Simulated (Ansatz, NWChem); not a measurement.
**A ladder of methods for SiH3I (SMILES [SiH3]I)**

SiH3I: 5 atoms, total charge 0, spin state singlet. SMILES: `[SiH3]I`. The coordinates come from a PBE0-D4/def2-TZVP relaxation.

Each level gives the electronic atomisation energy (eV). The values are calculated. Electronic energies at fixed atoms, without zero-point motion or spin-orbit coupling.

```tsv
level	kind	program	value (eV)	CPU time (all runs)
SVWN5/def2-TZVP (core potential)	LDA	Ansatz	14.72	9 s
revPBE/def2-TZVP (core potential)	GGA	NWChem	12.78	64 s
M06-L/def2-TZVP (core potential)	meta-GGA	NWChem	13.54	95 s
BHLYP/def2-TZVP (core potential)	global hybrid	Ansatz	13.13	14 s
M06-2X/def2-TZVP (core potential)	hybrid meta-GGA	NWChem	13.10	45 s
HSE06/def2-TZVP (core potential)	range-separated hybrid	Ansatz	13.15	21 s
wB97M-V/def2-TZVP (core potential)	range-separated hybrid	Ansatz	13.34	95 s
wB97X/def2-TZVP (core potential)	range-separated hybrid	Ansatz	13.38	48 s
```

The values span 12.78 to 14.72 eV. CPU times are rough (shared hosts, several kinds of processor): they show what a rung costs within a factor of a few.

The local density approximation stands apart at 14.72 eV, while every other functional falls between 12.78 and 13.54 eV. This is the familiar overbinding of LDA, probably because it misses more exchange energy in the strongly inhomogeneous free atoms than in the molecule, where the density is smoother. Beyond LDA the values don't move steadily with the rung: revPBE gives the weakest binding, M06-L lies above all the hybrids, and the hybrids gather between 13.10 and 13.38 eV. BHLYP and HSE06 nearly coincide despite their very different treatment of exact exchange, so its share alone doesn't set the result.

Spin-orbit coupling would lower the atomisation energy, since it stabilises the open-shell iodine atom more than the closed-shell molecule. That shift is nearly common to all levels and would leave their order intact. Because atomisation breaks three Si–H bonds along with the single Si–I bond, the totals don't show which bond type accounts for the spread between functionals.
